Barium titanate, BaTiO₃, is used as a capacitor dielectric. In its polar form the ions sit slightly away from the symmetric positions of the perovskite cell. Below are ten such cells of different volume, each computed with its atoms held in place. The pressure is positive when a cell is compressed and wants to expand, and a large force shows that the atoms are not at their resting positions. Cells 7 and 8 are to be predicted from the other eight.

BaTiO₃ cells in space group P4mm, computed with Ansatz 0.2.0 using scalar-relativistic, non-spin-polarised r2SCAN, plane waves with generated PAW datasets and a 500 eV cutoff. All are single points on unrelaxed cells with Γ-centred k-meshes. Pressure is positive in compression, and gaps are taken from the mesh points only.

| cell | volume (Å³/atom) | shortest distance at Ba (Å) | pressure (GPa) | band gap on the mesh (0: none) (eV) | k-mesh | largest force (eV/Å) |
| --- | --- | --- | --- | --- | --- | --- |
| 1 | 12.54 | 2.769 | 4.2 | 2.36 | 7x7x7 | 0.25 |
| 2 | 12.55 | 2.770 | 3.9 | 2.35 | 7x7x7 | 0.27 |
| 3 | 12.60 | 2.774 | 3.1 | 2.34 | 7x7x7 | 0.29 |
| 4 | 12.64 | 2.776 | 2.6 | 2.33 | 7x7x7 | 0.32 |
| 5 | 12.74 | 2.790 | 0.5 | 2.23 | 7x7x6 | 0.75 |
| 6 | 13.08 | 2.815 | -4.1 | 2.11 | 6x6x6 | 0.63 |
| 7 | 13.12 | 2.811 | ? | ? | 6x6x6 | ? |
| 8 | 13.29 | 2.808 | ? | ? | 6x6x6 | ? |
| 9 | 13.45 | 2.829 | -7.9 | 2.07 | 6x6x6 | 0.66 |
| 10 | 13.48 | 2.836 | -8.0 | 2.07 | 6x6x3 | 0.78 |

**(a) Why do the pressure and the gap fall as the cell grows, and where does volume fail as the only guide?**

The fall in pressure is ordinary elasticity. Packed too tightly, the ions repel one another; pulled apart, they hold the cell in tension. The change of sign between cells 5 and 6 marks the passage from one regime to the other.

The gap follows from the ionic character of the crystal. The highest filled states are mainly O 2p and the lowest empty ones mainly Ti 3d. An electron on oxygen is stabilised by the positive ions around it, while an electron on titanium is pushed up in energy by the negative ions around it. Both effects weaken as the ions move apart, so theory expects stretching to bring the two sets of levels closer together.

Volume is not the whole account, however. From cell 1 to cell 4 the gap falls by 0.03 eV. From cell 4 to cell 5 it falls by 0.10 eV, although the volume step is about the same. The largest force also jumps, from 0.32 to 0.75 eV/Å, so the atoms of cell 5 are arranged differently and not merely spread out.

One caution belongs here. A mesh with 7 points along an axis misses the zone boundary, where the top of the filled states lies in cell 6, so the gaps of cells 1 to 5 may come out slightly too wide beside the others. Between cells 4 and 5, however, the mesh changes only along the polar axis. In cell 4 the highest filled state on the mesh is not at the points nearest the boundary along that axis, so the mesh is unlikely to explain much of the drop.

**(b) Build a simple model that includes the positions, and predict cells 7 and 8.**

The shortest distance at Ba is a Ba–O distance, and it gives a hint of the positions. In a nearly cubic cell of edge a, barium has oxygen neighbours at a/√2. If the oxygens level with titanium shift along the polar axis by a fraction u of the edge, the nearest of them comes to about (a/√2)(1 − u). The edge is the cube root of the volume of five atoms, so u follows from two columns of the table. It is about 1.4% in cells 1 to 4 but only 1.2% in cells 5 and 6.

A polar crystal turned upside down has the same gap and the same pressure, so a shift can first enter as u². There is a physical reason to expect it to matter. In the symmetric structure the lowest empty Ti 3d states, which lie at the zone centre, cannot mix with O 2p. Off-centring lets some of them mix and pushes these up, which widens the gap as long as they lie lowest. It also shortens some Ti–O bonds, whose repulsion grows faster than that of the lengthened bonds fades, so the pressure should rise.

Least squares on the eight known cells gives, with V the volume per atom in Å³ and u in percent,

gap = 2.102 − 0.0444 s + 0.0807 u² (eV), where s = 100 ln(V/12.8)

pressure = −46.85 + 45.65 (12.8/V)⁴ + 0.67 u² (GPa)

The exponent 4 is a usual value for how solids stiffen under compression.

Take the gap of cell 8 as the worked case. Its edge is (5 × 13.29)^(1/3) = 4.050 Å, so an unshifted Ba–O distance would be 2.864 Å. The actual 2.808 Å gives u = 1.958%, hence u² = 3.83. With s = 3.76, the gap is 2.102 − 0.167 + 0.309 = 2.24 eV.

The forecasts come from a slightly coarser hand evaluation of the same fits, so they may differ from them by one in the last digit:

- Cell 7: pressure −4.1 ± 0.5 GPa, gap 2.16 ± 0.07 eV. The gap should be wider than in cell 6, despite the larger volume.
- Cell 8: pressure −5.1 ± 1.2 GPa, gap 2.25 ± 0.15 eV. The gap should be wider than in cell 7, again against the trend with volume.

The bars are a judgement. When each known cell is left out in turn, the typical error is 0.36 GPa and 0.03 eV. Cell 7 has the shift of cells 1 to 4 and lies on familiar ground. Cell 8 has a larger shift than any fitted cell, so its bars are wider.

**(c) Compare with the computed values. What did the model get right, and what did it get wrong?**

The withheld rows as computed:

| cell | volume (Å³/atom) | shortest distance at Ba (Å) | pressure (GPa) | band gap on the mesh (0: none) (eV) | k-mesh | largest force (eV/Å) |
| --- | --- | --- | --- | --- | --- | --- |
| 7 | 13.12 | 2.811 | -3.9 | 2.14 | 6x6x6 | 0.60 |
| 8 | 13.29 | 2.808 | -6.0 | 2.11 | 6x6x6 | 0.68 |

Cell 7 is a hit. Its pressure of −3.9 GPa and its gap of 2.14 eV lie well within the bars, and the gap is indeed wider than the 2.11 eV of cell 6. For cell 8 both values fall inside the bars, but near their ends: −6.0 GPa is 0.9 GPa below the forecast, and 2.11 eV is 0.14 eV below it. The predicted order is wrong as well, since the gap of cell 8 is narrower than that of cell 7.

The hit by itself does not favour the oxygen shift, since a fit to volume alone, made on the same eight cells, also gives −4.1 GPa and 2.16 eV for cell 7. The comparison with cell 6 says more, because both meshes include the zone centre and the boundary point where cell 6 has its highest filled state. Cell 7 is 0.3% larger, which by elasticity alone should lower its pressure by about 0.5 GPa (0.003 × 170 GPa, the stiffness that the pressure fit gives at this volume). Instead the pressure is slightly higher, and the gap is wider. Something other than volume therefore distinguishes these two cells. The atomic positions are the natural candidate, and the Ba–O distance pointed the right way.

At cell 8 the same indicator misled. From cell 7 to cell 8 the volume grows by 1.3%, and with a stiffness of about 160 GPa this alone lowers the pressure by 2.1 GPa. That is just the computed change. The extra oxygen shift should have raised the pressure by more than 1 GPa, and no sign of this appears. The fit to volume alone gives −6.2 GPa and 2.10 eV for cell 8, much closer than the model with u².

One reason lies in what u measures. It records where oxygen sits relative to barium, whereas both arguments in (b) concern titanium relative to oxygen. The atomic positions of cells 3 and 8 show that the two need not go together. The oxygens level with titanium are displaced against barium by 0.06 Å in cell 3 and by 0.09 Å in cell 8, but titanium stands 0.13 Å from their plane in both. The larger u of cell 8 thus brings no stronger Ti–O distortion than in cell 3.

Symmetry sets a further limit on the gap. When titanium moves along the polar axis, the empty dxz and dyz states at the zone centre can mix with O 2p, but dxy, which lies in the plane across that axis, still cannot. In a cubic cell the three states have the same energy. These cells are nearly cubic, so dxy should be left lowest after a very small shift, and mixing can then widen the gap no further. The fitted u² term is therefore no measure of this mixing. A shift along the body diagonal, by contrast, would let all three states mix.

A warning was already present among the known cells. Cells 9 and 10 have almost the same volume, and the shorter Ba–O distance in cell 9 implies a larger shift, yet both gaps are 2.07 eV. The weight of the u² term rested largely on the contrast between cells 5 and 6 and the others. For the gap of cell 6, part of that contrast with cells 1 to 4 may be the mesh effect named in (a), which would make the fitted term too strong. Carried to a larger shift, it exaggerated an effect that the Ba–O distance represents only indirectly.

Across these BaTiO₃ cells, volume is thus a fair first guide to the gap: a 1% expansion narrows it by about 0.04 eV, and all ten cells lie within 0.06 eV of the fit to volume alone. These are changes in the gap, not its true size, which a semilocal functional puts too low; measured gaps are roughly 3 eV. To correct the volume estimate for polar distortion, the Ti–O bonds, whose states form the gap, would be the next thing to test, since the distance to barium did not suffice.
